**Student:** My chain is a ring of $N$ flux qubits at their symmetry points, $H(\lambda)=-J\sum_j(\sigma^z_j\sigma^z_{j+1}+\lambda\sigma^x_j)$, $N$ even. Here $\sigma^z$ is the persistent-current direction and $2\lambda J$ the tunnel splitting. An excited probe qubit turns $H$ into $H'=H(\lambda+\delta)$, and I have

$$L_0(t)=\prod_{k>0}\left[1-\sin^2(\theta_k'-\theta_k)\sin^2(\varepsilon_k' t/\hbar)\right],$$

with $\varepsilon_k=2J\sqrt{1+\lambda^2-2\lambda\cos k}$, $\tan\theta_k=\sin k/(\lambda-\cos k)$, $0<\theta_k<\pi$, primes meaning $\lambda+\delta$. Where is the temperature?

**Lecturer:** It was set to zero. The probe coherence is multiplied by $\nu(t)=\mathrm{Tr}[e^{-iH't/\hbar}\rho\,e^{iHt/\hbar}]$, and $L=|\nu|^2$. After the Jordan–Wigner map, a pair $(k,-k)$ has four states. On the empty and doubly occupied ones, with a suitable phase choice, $H_k=\varepsilon_k(\cos\theta_k\,\tau^z+\sin\theta_k\,\tau^x)$, with levels $\pm\varepsilon_k$. The two singly occupied states have energy zero under both $H$ and $H'$. Taking $\rho$ as the ground state puts each pair in its lower level, which contributes

$$a_k=e^{-i\varepsilon_kt/\hbar}\left[\cos(\varepsilon_k't/\hbar)+i\cos(\theta_k'-\theta_k)\sin(\varepsilon_k't/\hbar)\right],$$

and $|a_k|^2$ is your bracket.

**Student:** Then the repair is easy. With $\rho\propto e^{-\beta H}$ the upper level gives $a_k^*$ and each singly occupied state gives 1. I multiply the factors $W_k^+=e^{\beta\varepsilon_k}a_k+e^{-\beta\varepsilon_k}a_k^*+2$ and normalise.

**Lecturer:** Over which $k$? The parity $P=\prod_j\sigma_j^x$, which is $-1$ to the fermion number, commutes with $H$ and $H'$ and fixes the fermion boundary condition. For $P=+1$ the momenta are $k=(2n+1)\pi/N$, set A. For $P=-1$ they are $k=2n\pi/N$, set B, with unpaired modes $k=0,\pi$ of energy $2J(\lambda-\cos k)(n_k-\tfrac12)$. Insert the projectors $(1\pm P)/2$. The factor $P$ flips the sign of odd occupations, so define $W_k^\pm$ with $\pm2$, and

$$Z\nu=\tfrac12\Big[\prod_{A}W^+_k+\prod_{A}W^-_k\Big]+\tfrac12\Big[U^+\prod_{B}W^+_k-U^-\prod_{B}W^-_k\Big].$$

Products run over $0<k<\pi$, $U^\pm=\prod_{k=0,\pi}(z_k\pm z_k^{-1})$ with $z_k=e^{\beta J(\lambda-\cos k)+i\delta Jt/\hbar}$, and $Z$ is the right side at $t=0$. This is exact.

**Student:** If parity is conserved, why should the odd sector be populated?

**Lecturer:** Flux noise couples to $\sigma^z_j$, which flips $P$, so a ring left to equilibrate fills both sectors. I neglect that bath only during the few nanoseconds of the echo. Now take $\lambda=1$, where $\varepsilon_k=4J\sin(k/2)$. The even ground state has $E_e=-\sum_A\varepsilon_k=-2J/\sin(\pi/2N)$. The lowest odd state fills $k=0$ and leaves $k=\pi$ empty, which together give $J(\lambda-1)-J(\lambda+1)=-2J$. Hence $E_o=-2J-\sum_B\varepsilon_k=-2J\cot(\pi/2N)$ and

$$\Delta=E_o-E_e=2J\tan(\pi/4N).$$

At large $N$ this is one eighth of the first even excitation, $2\varepsilon_{\pi/N}$. The first correction therefore comes from a state that your product does not contain. With $w=e^{-\beta\Delta}$,

$$\nu\simeq\frac{A_e+wA_o}{1+w},\qquad A_e=\prod_Aa_k,\quad A_o=\prod_Ba_k .$$

The unpaired modes add no phase, since $-2J$ does not depend on $\lambda$.

**Student:** Both moduli differ from one only at order $\delta^2$, and set B lacks the softest pair. Mixing it in should raise the echo.

**Lecturer:** You are averaging moduli; we must average amplitudes. For small $\theta_k'-\theta_k$, $a_k\simeq e^{i(\varepsilon_k'-\varepsilon_k)t/\hbar}$, so $A_eA_o^*\simeq e^{i\Omega t}$ with $\hbar\Omega=\Delta(\lambda+\delta)-\Delta(\lambda)$. At $\lambda=1$, $\partial_\lambda\varepsilon_k=\varepsilon_k/2$. That gives $\partial_\lambda E_e=-J/\sin(\pi/2N)$ and $\partial_\lambda E_o=J-J\cot(\pi/2N)$, so $\hbar\Omega\simeq\delta J[1+\tan(\pi/4N)]$. Setting the moduli to one,

$$L_T(t)\simeq1-\frac{4w}{(1+w)^2}\sin^2\frac{\Omega t}{2}.$$

The probe precesses at a different frequency for each parity. The coupling $\delta$ sets the period of this beat, but its depth depends on temperature alone, whereas the dips of $L_0$ scale as $\delta^2$ at fixed $N$.

**Student:** How large is it in a dilution refrigerator?

**Lecturer:** Take illustrative inputs of typical size: $N=8$, $J/h=1$ GHz, so a tunnel splitting of 2 GHz, $\delta=0.1$ and $T=20$ mK, so $k_BT/h=0.417$ GHz. Then $\Delta/h=0.197$ GHz, or 9.5 mK, and $w=0.623$. At $\lambda=1.1$ the same sums give $0.323$ GHz, so $\Omega/2\pi=0.126$ GHz; the linear estimate gives $0.110$ GHz, so I use the full difference. The first minimum falls near 4.0 ns. Since each $\sin^2(\varepsilon_k't/\hbar)\le1$, $L_0$ never drops below $\prod_A\cos^2(\theta_k'-\theta_k)=0.940$. At $t=4$ ns:

| Treatment | $L$ |
|---|---|
| ground state, $L_0$ | 0.968 |
| your unprojected product over A | 0.55 |
| beat formula | 0.054 |
| two levels, full $A_e$ and $A_o$ | 0.050 |
| exact projected trace | 0.048 |

**Student:** With $w=0.623$ you cannot call that an expansion.

**Lecturer:** It is not an expansion in $w$, which the two-level form keeps to all orders. It drops the higher levels, which begin with one even state at $2\varepsilon_{\pi/8}/h=1.56$ GHz and two odd states at $(\Delta+\varepsilon_{\pi/4})/h=1.73$ GHz. All dropped levels hold 3.6 per cent of the population, and they move 0.050 to 0.048. For the beat depth to fall to the greatest possible zero-temperature depth, 0.060, the ring would have to be at 2.3 mK.

**Student:** What else could spoil this on a chip?

**Lecturer:** A residual flux bias $-b\sum_j\sigma_j^z$ breaks parity and mixes the two levels with a matrix element of at most $Nb$. It is harmless when $b\ll\Delta/N$, here $b/h\ll25$ MHz; near that size it rivals the gap and must be kept. There is also a diagnostic. The frequency shift is static in each level, so a Hahn echo pulse on the probe cancels the phase of first order in $\delta$ and removes the leading beat. In free evolution it stays, and the model's echo at 4 ns is about 0.05 where the ground-state product gives 0.968.